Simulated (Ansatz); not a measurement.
## A series in volume per atom on HgPd

Results calculated with Ansatz 0.2.0, not measured. Periodic Kohn-Sham DFT of a crystal at fixed atoms; pressure and stress are positive in compression; the energy is the free energy less that of spherical unpolarised free atoms; site moments are those in the method's own spheres, positive along +z.

Cell of the first row (space group P4/mmm, No. 123):
```
CELL_PARAMETERS angstrom
2.96810 0.00000 0.00000
0.00000 2.96810 0.00000
0.00000 0.00000 3.61660
ATOMIC_POSITIONS crystal
Hg 0.00000 0.00000 0.00000
Pd 0.50000 0.50000 0.50000
```

Settings of every row: method frozen-core PAW; functional PBEsol; relativity scalar; k mesh 11x11x9; filling fermi-dirac; smearing width 0.05 eV; wave cutoff 420 eV; paw set soft_2.

Atom start moment: 0 on all atoms.

Limits: PAW files made with PBE; no spin-orbit coupling on heavy atoms.

| row | volume per atom (Å³) | pressure (GPa) |
| --- | --- | --- |
| 1 | 15.931 | 10.889 |
| 2 | 16.27 | 6.786 |
| 3 | 16.608 | ? |
| 4 | 16.778 | 1.572 |
| 5 | 16.947 | 0.054 |
| 6 | 17.117 | -1.363 |
| 7 | 17.286 | -2.688 |
| 8 | 17.625 | -5.081 |
| 9 | 17.964 | -7.167 |

Question: what pressure should row 3 give?

Worked fit of pressure. Take u = (V_r/V)^(2/3) − 1 with V_r = 17.032 Å³ an atom, which is twice the finite (Eulerian) strain; such expansions in the strain, on which the Birch-Murnaghan equation of state is built, carry the rest volume and the bulk modulus. The shown rows have u = 0.04556, 0.03098, 0.01007, 0.00334, -0.00331, -0.00982, -0.02256, -0.03489. Least squares give pressure = −0.6661 + 213.898 × u + 826.33 × u² + 1011 × u³ GPa; a parabola predicts inner rows, each left out in turn, worse (root mean square 0.016 against 0.0035 GPa). The rows lie off it by -0.001, 0.002, -0.001, -0.004, 0.002, 0.000, 0.002, -0.001. The pressure vanishes at u = 0.0031, or V = 16.95 Å³ an atom, and there the bulk modulus at fixed shape and fractions is B = −V dP/dV = (2/3)(1 + u) dP/du = 146 GPa. Letting shape and atoms relax would as a rule lower it, by much in layered, chain or molecular crystals. The withheld row has u = 0.01695, so the fit gives −0.6661 + 213.898 × (0.01695) + 826.33 × (0.01695)² + 1011 × (0.01695)³ = 3.202 GPa.

The calculation gave 3.195 GPa. The fit lies 0.007 GPa (0.039 % of the column's range) above it; its largest miss of a shown row is 0.004 GPa.
